## Question

The table lists Dirac–Coulomb Hartree–Fock results for the neutral atoms Cs to Lu. Z is the nuclear charge, ε an orbital energy, and q = dε/dx its slope with respect to x = (α/α0)² − 1, where α is the fine-structure constant and α0 its true value. A negative q means that the level deepens as α grows, and q(total energy) is the same slope for the total energy.

Spherical neutral atoms Cs to Lu, computed with B-spline radial code 1 at the basis-set limit: Dirac–Coulomb Hartree–Fock, averaged over the nl configuration, with a Fermi nucleus (skin thickness 2.3 fm) and no Breit or QED terms. Each q is the derivative of an energy with respect to x = (α/α0)² − 1, from runs with the speed of light scaled by 0.98 and 1.02.

```tsv
species	Z	configuration	ε(5p3/2) (eV)	ε(6s1/2) (eV)	q(5p3/2) (eV)	q(6s1/2) (eV)	q(total energy) (eV)
Cs	55	[Xe] 6s1	-17.9423	-3.48957	0.7223	-0.1443	-6883
Ba	56	[Xe] 6s2	-23.7464	-4.44024	0.9441	-0.1768	-7476
La	57	[Xe] 5d1 6s2	-27.7952	-4.88827	0.8491	-0.2987	-8110
Ce	58	[Xe] 4f1 5d1 6s2	-28.6131	-4.96783	0.7970	-0.3240	-8784
Pr	59	[Xe] 4f3 6s2	-26.2487	-4.67368	0.6658	-0.2505	-9500
Nd	60	[Xe] 4f4 6s2	-26.8934	-4.73911	0.6610	-0.2675	-10270
Pm	61	[Xe] 4f5 6s2	-27.4992	-4.80263	0.6621	-0.2851	-11080
Sm	62	[Xe] 4f6 6s2	-28.0767	-4.86485	0.6664	-0.3035	-11950
Eu	63	[Xe] 4f7 6s2	-28.6322	-4.92620	0.6726	-0.3229	-12880
Gd	64	[Xe] 4f7 5d1 6s2	-32.6996	-5.43738	0.7054	-0.5071	-13860
Tb	65	[Xe] 4f9 6s2	-29.6951	-5.04725	0.6870	-0.3649	-14910
Dy	66	[Xe] 4f10 6s2	-30.2086	-5.10728	0.6938	-0.3876	-16010
Ho	67	[Xe] 4f11 6s2	-30.7127	-5.16724	0.6999	-0.4117	-17190
Er	68	[Xe] 4f12 6s2	-31.2094	-5.22717	0.7047	-0.4371	-18450
Tm	69	[Xe] 4f13 6s2	-31.6998	-5.28721	0.7076	-0.4643	-19770
Yb	70	[Xe] 4f14 6s2	-32.1855	-5.34744	0.7090	-0.4928	-21180
Lu	71	[Xe] 4f14 5d1 6s2	-36.9507	-6.05445	0.5656	-0.8719	-22680
```

(a) Which rows leave the smooth trend along the lanthanides, and by how much?

(b) Name the cause of the breaks in ε and test it without a fitted curve.

(c) Take the row whose break is best determined. Estimate how much of its break in q(6s1/2) follows from the change in binding alone, and account for the rest.

(d) Do q(5p3/2) and q(total energy) break in the same way?

## Model answer

### (a) The breaks

Eleven rows, Pr to Eu and Tb to Yb, have the configuration 4fⁿ 6s² and lie on one smooth curve in each orbital column. A cubic in Z fitted to these rows alone leaves an rms residual of 0.003 eV in ε(5p3/2) and under 0.001 eV in the other three columns. In all but q(6s1/2) this exceeds the rounding of the table, so the cubic only describes the curve, but it is far below the breaks to be measured. The fits and residuals are printed after this text.

The four rows with a 5d electron, none of them in the fit, fall below the curve in both ε columns and in q(6s1/2); q(5p3/2) behaves differently and is treated in (d). In ε(5p3/2) the break grows from −2.9 eV at La to −4.3 eV at Lu, and in ε(6s1/2) from −0.35 to −0.65 eV, in the order La, Ce, Gd, Lu for both. Gd is the cleanest case, because its curve value is an interpolation. For La and Ce the curve is extrapolated, and for Lu it stands for a 4f¹⁵ atom that cannot exist.

The choice of baseline matters little for ε. A quadratic, or a parabola through Ba, Pr and Nd, moves the 5p3/2 break of La between −2.8 and −3.1 eV. Ba, with no 4f electron, is only 0.03 eV above the extrapolated curve in ε(6s1/2), but 0.40 eV above it in ε(5p3/2), which shows how far the extrapolation can be off there. Cs has a single 6s electron and is a different state, which is left out of the trend.

### (b) Screening

A simpler system shows the mechanism: a test electron at radius r among thin charged spherical shells. Adding a proton lowers its energy by 1/r in atomic units. Adding a shell of one electron at radius R raises it by 1/r if the shell lies inside, which cancels the proton, and by only 1/R if it lies outside. Orbital listings from a closely similar calculation give for Ce mean radii of 1.04 bohr for 4f, 1.79 for 5p3/2, about 2.8 to 2.9 for 5d and 4.64 for 6s. The argument therefore predicts that the 5p3/2 level deepens least when the new electron is 4f, more when it is 5d, and most when it is 6s.

Neighbouring rows test this with no curve. One proton plus one 4f electron deepens ε(5p3/2) by 0.56 eV from Sm to Eu. One proton plus one 5d electron, at a fixed 4f count, deepens it by 4.07 eV from Eu to Gd, and the steps Ba→La and Yb→Lu are 4.05 and 4.77 eV. One proton plus one 6s electron deepens it by 5.80 eV from Cs to Ba. The predicted order holds for all the steps that were evaluated, and a 5d row is deep because it has one well-screening 4f electron fewer than its place in the series implies.

Dividing a step by ⟨1/r⟩ of the level turns it into a net unscreened charge δZ, from Δε ≈ −δZ⟨1/r⟩. With ⟨1/r⟩ taken from Eu, the 5p3/2 electron feels δZ = 0.026 for the 4f step and 0.194 for the 5d step. The 6s electron feels 0.008 and 0.069, less in both cases because both added orbitals lie mostly inside it. These charges include the relaxation of all other electrons and are effective values.

The thin-shell picture gives the order and no more. For 5d acting on 5p3/2 it gives 1 − 1.79/2.8 ≈ 0.4, about twice the effective charge. For 5d acting on 6s it gives exactly zero, since the shell lies inside. A 6s break needs densities that overlap, 5d with 6s above all, and thin shells ignore this. The response of the other shells also enters the computed steps.

### (c) The break in q(6s1/2)

An s electron earns its direct relativistic shift near the nucleus, where it moves in the bare charge Z. In a hydrogen-like ion the leading shift of an s level with large n is −Z⁴α²/(2n³) in hartree, a factor (Zα)² times Z²/(2n³). In a neutral atom the inner region is unchanged, but the time spent there is set by the outer, singly charged region, so Z²/n³ becomes 1/ν³, with the effective quantum number ν defined by |ε| = 1/(2ν²). This is the Fermi–Segrè argument. A shift proportional to α² is proportional to 1 + x and so equals its own slope:

q(6s1/2) = −k (Zα)² |ε|/ν ∝ Z² |ε|^(3/2)

The factor k would be 1 for the bare argument. Along the 4fⁿ rows it is about one half and drifts from 0.493 at Pr to 0.563 at Yb. The formula thus has the right sign and order of magnitude but too weak a growth, a power 3.18 of Z against 3.95 in the table. Higher orders in Zα would steepen it, though the table does not separate them from the response of the other electrons.

At fixed Z the formula needs only the ratio of binding energies. Gd was not in the fit, and its curve values follow from the table and the breaks:

ε(curve) = −5.437 + 0.450 = −4.987 eV, q(curve) = −0.507 + 0.164 = −0.343 eV

(5.437/4.987)^(3/2) = 1.090^(3/2) = 1.138

Δq(binding) = −0.343 × 0.138 = −0.047 eV, which is 29% of the break of −0.164 eV.

The same estimate covers between 28% and 32% of the break in all four 5d rows. A rough check uses the 6s density at the nucleus, which in Ce is 19% above an extrapolation through Eu and Er, while |q| is 38% above its curve. That check rests on two points and on orbital listings whose energies differ slightly from the table, and it puts the direct part nearer one half for Ce. Either way, deeper binding leaves a large part of the break unexplained.

The remainder grows from −0.055 eV at La to −0.252 eV at Lu, and a likely cause of much of it is an indirect effect. As α grows, the s and p1/2 shells contract and screen the nucleus better, so d and f orbitals expand. A 4f orbital that expands still lies well inside 6s and screens it almost as before. A 5d orbital overlaps 6s, so its expansion uncovers nuclear charge and deepens the level, adding to the direct shift. The size of the remainder rests on the scaling law as well as on the table, and its assignment is an argument that no column isolates.

### (d) The other two slopes

The total energy hardly notices the 5d electron, because its slope comes from the inner core. An unscreened 1s pair alone accounts for 55 to 57% of q(total energy) at the two ends of the series. A fit of Z⁴ times a low polynomial over Ba to Lu prefers an offset of about −3 eV for the 5d rows, some 0.03 to 0.04% of the value at Ce. That offset is smaller than the worst residuals of the two fits (12.2 and 6.1 eV) and than the rounding at Gd and Lu, and it rests on La and Ce, so it is tentative.

The slope q(5p3/2) is positive in every row. The likely cause is indirect: the contracted inner shells screen a p3/2 electron more, and this outweighs its small direct stabilisation. Here the 5d rows share no common break. Gd is 0.027 eV above the curve and Lu about 0.14 eV below it. La is above, but by anything from 0.04 to 0.20 eV depending on the baseline, because the curve bends sharply between Ba and Pr.

## Remarks on the reasoning

A tempting answer blames the half-filled and filled 4f shell, since Gd follows 4f⁷ and Lu follows 4f¹⁴. La and Ce are the control, for they break with no such shell, and Eu and Yb stay within about 0.003 eV of the curve to which they contribute. This says nothing against the stability of a half-filled shell in nature. The open shells are averaged over the configuration, which removes the exchange gain of the Hund's-rule term, and the configurations were imposed on the runs.

A second check is whether relativity itself makes the breaks in ε. Since x = −1 is the non-relativistic limit, the ratio of the break in q to the break in ε is a rough relativistic share, rough because q is a local slope extended linearly. For 5p3/2 the ratio stays within 0.06 of zero on the cubic baseline, so that break is ordinary screening. For 6s1/2 it rises from 0.23 at La to 0.54 at Lu, so relativity amplifies this break strongly at the heavy end. All of this holds without electron correlation, whose effect on the shares is untested here.

The loose end is q(5p3/2). A guess is that two effects compete: removing a 4f electron, whose expansion would uncover charge for 5p, raises q, while an expanding 5d repels 5p less and lowers q more as Z grows. That would fit the steady fall of the break through La, Ce, Gd and Lu on the cubic baseline. It doesn't obviously explain why adding a proton and a 5d electron changes q(5p3/2) by −0.095 eV at Ba→La, +0.033 eV at Eu→Gd and −0.143 eV at Yb→Lu. Why the step is positive in the middle of the series and negative at both ends is the question the table leaves open. Three steps cannot tell the filling of 4f from the growth of Z, and in a configuration average a half-filled or full shell has no special standing.

Output of the analysis:

```
Cubic in Z through the 11 rows 4f^n 6s2, residuals in eV
eps(5p3/2): rms 0.00325, worst Nd -0.00476, Eu +0.00333, Yb +0.00328, rounding 5e-05, Pr->Yb change -5.937
eps(6s): rms 0.00018, worst Nd -0.00028, Eu +0.00019, Yb +0.00018, rounding 5e-06, Pr->Yb change -0.674
q(5p3/2): rms 0.00070, worst Nd -0.00112, Eu +0.00072, Yb +0.00074, rounding 5e-05, Pr->Yb change +0.043
q(6s): rms 0.00005, worst Tm -0.00010, Eu +0.00002, Yb +0.00004, rounding 5e-05, Pr->Yb change -0.242
Table minus cubic (minus quadratic), eV; only Gd is interpolated
eps(5p3/2): Cs +5.418 (+5.769), Ba +0.396 (+0.629), La -2.912 (-2.771), Ce -3.027 (-2.954), Gd -3.524 (-3.531), Lu -4.267 (-4.338)
eps(6s): Cs +0.908 (+0.929), Ba +0.029 (+0.044), La -0.349 (-0.340), Ce -0.360 (-0.356), Gd -0.450 (-0.451), Lu -0.646 (-0.650)
q(5p3/2): Cs -0.002 (+0.076), Ba +0.244 (+0.295), La +0.166 (+0.197), Ce +0.125 (+0.142), Gd +0.027 (+0.025), Lu -0.139 (-0.155)
q(6s): Cs +0.044 (+0.055), Ba +0.026 (+0.034), La -0.080 (-0.076), Ce -0.090 (-0.087), Gd -0.164 (-0.164), Lu -0.349 (-0.351)
Minus parabola through Ba, Pr, Nd, La/Ce (eV): eps(5p3/2) -3.120/-3.104, eps(6s) -0.364/-0.366, q(5p3/2) +0.042/+0.082, q(6s) -0.094/-0.094
Steps of one proton plus one electron (eV): eps(5p3/2), eps(6s), q(5p3/2), q(6s)
Cs->Ba, adds 6s: -5.804 -0.951 +0.222 -0.033
Ba->La, adds 5d: -4.049 -0.448 -0.095 -0.122
Eu->Gd, adds 5d: -4.067 -0.511 +0.033 -0.184
Yb->Lu, adds 5d: -4.765 -0.707 -0.143 -0.379
La->Ce, adds 4f: -0.818 -0.080 -0.052 -0.025
Pr->Nd, adds 4f: -0.645 -0.065 -0.005 -0.017
Sm->Eu, adds 4f: -0.556 -0.061 +0.006 -0.019
Tm->Yb, adds 4f: -0.486 -0.060 +0.001 -0.029
Net unscreened charge -step/<1/r> (Eu radii): 5p3/2 4f 0.026, 5d 0.194; 6s 4f 0.008, 5d 0.069
k = -q(6s)/[(Z alpha)^2 |eps|/nu], nu = (2|eps|)^(-1/2) in hartree units
4f^n rows: Pr 0.493 Nd 0.499 Pm 0.504 Sm 0.510 Eu 0.515 Tb 0.528 Dy 0.534 Ho 0.541 Er 0.548 Tm 0.556 Yb 0.563
5d1 rows: La 0.589 Ce 0.603 Gd 0.676 Lu 0.804
no 4f, no 5d: Cs 0.507 Ba 0.417
Power of Z in 4f^n rows: q(6s) 3.95, Z^2 |eps|^1.5 3.18
q(6s) break: part from deeper binding (|eps|^1.5), remainder, and q break / eps break
La: break -0.080 eV (37% of curve), binding -0.026 (32%), remainder -0.055; ratio 6s +0.23, 5p3/2 -0.057
Ce: break -0.090 eV (38% of curve), binding -0.028 (31%), remainder -0.062; ratio 6s +0.25, 5p3/2 -0.041
Gd: break -0.164 eV (48% of curve), binding -0.048 (29%), remainder -0.116; ratio 6s +0.36, 5p3/2 -0.008
Lu: break -0.349 eV (67% of curve), binding -0.096 (28%), remainder -0.252; ratio 6s +0.54, 5p3/2 +0.033
Ce 6s density at nucleus 12.76, two-point Eu-Er extrapolation 10.77 1/bohr^3: excess 19%
Orbital listing minus table, 5p3/2 / 6s (eV): Ce +0.033/-0.013, Eu +0.028/-0.013, Er +0.029/-0.018
q(total): power of Z 4.67; rounding 0.5 eV to Pr, 5 eV from Nd
Z^4 x degree 2, Ba-Lu: 5d offset -3.4 eV (0.039% at Ce); worst Lu -12.2 eV = 2.4 x rounding; Cs (unfitted) +3.9 eV
Z^4 x degree 3, Ba-Lu: 5d offset -2.7 eV (0.031% at Ce); worst Tb -6.1 eV = 1.2 x rounding; Cs (unfitted) +1.9 eV
Unscreened point-nucleus 1s pair as share of q(total): Cs 57%, Lu 55%
```
